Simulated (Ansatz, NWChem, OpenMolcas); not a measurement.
## A small benchmark: dipole moment

6 molecules holding an element from Na to Cl; the dipole moment in D, computed less measured. Shapes, held fixed at every level: PBE0-D4/def2-TZVP; CS, SiS at the measured bond length. No vibrational averaging. Dipoles are compared by magnitude; molecules under 1 D, whose direction can flip, are left out. Programs: Ansatz 0.2.0, NWChem 7.3.0, OpenMolcas 26.06. A level may come from different programs for different species; with the same settings they agree closely. Measured values: NIST CCCBDB.

Levels: A = HF/def2-SVP; B = PBE0/def2-SVP; C = B3LYP/6-31G* (Cartesian functions).

```tsv
molecule	measured	A	B	C
CS (carbon monosulfide)	1.98	-0.49	-0.18	-0.41
SiS (SMILES [Si-]#[S+])	1.73	+0.36	-0.21	+0.02
SO2 (sulfur dioxide)	1.63	+0.66	+0.12	+0.08
PF3 (phosphorus trifluoride)	1.03	+0.52	+0.07	-0.05
CH3Cl (SMILES CCl)	1.87	+0.22	+0.01	+0.14
C2H6S (SMILES CSC)	1.50	+0.16	+0.07	+0.20
```

Question: Sum up the errors.

Answer: 
```tsv
level	kind	mean error	mean absolute error	worst case
HF/def2-SVP	Hartree–Fock	+0.238	0.402	SO2
PBE0/def2-SVP	global hybrid	-0.020	0.110	SiS
B3LYP/6-31G* (Cartesian functions)	global hybrid	-0.003	0.150	CS
```

On this set PBE0/def2-SVP has the smallest mean absolute error and HF/def2-SVP the largest. HF/def2-SVP is too high in 5 of 6; PBE0/def2-SVP is too high in 4 of 6; B3LYP/6-31G* (Cartesian functions) is too high in 4 of 6. The levels differ in basis as well as in method. The set is small.

Hartree–Fock exaggerates the dipole in every molecule but CS, and that exception probably has the same origin as the rest. Without correlation, the bonding electrons stay too strongly polarised towards the more electronegative atom or group; correlation mixes in antibonding orbitals weighted towards the electropositive end and moves charge back. In SiS, where sulfur is the negative end, the missing back-transfer makes the dipole too large. In CS, carbon is the negative end despite the similar electronegativities, because the carbon lone pair outweighs the π polarisation towards sulfur, so the same shift of charge makes the dipole too small.

The near-zero mean error of B3LYP reflects cancellation, with -0.41 for CS offsetting mostly positive errors elsewhere. CS also accounts for nearly all of PBE0's advantage in mean absolute error; over the other five molecules the two hybrids are practically level, so the data support a gain over Hartree–Fock but no general ranking between them. Neither basis has diffuse functions, so the small hybrid errors may partly reflect compensation between functional and basis.
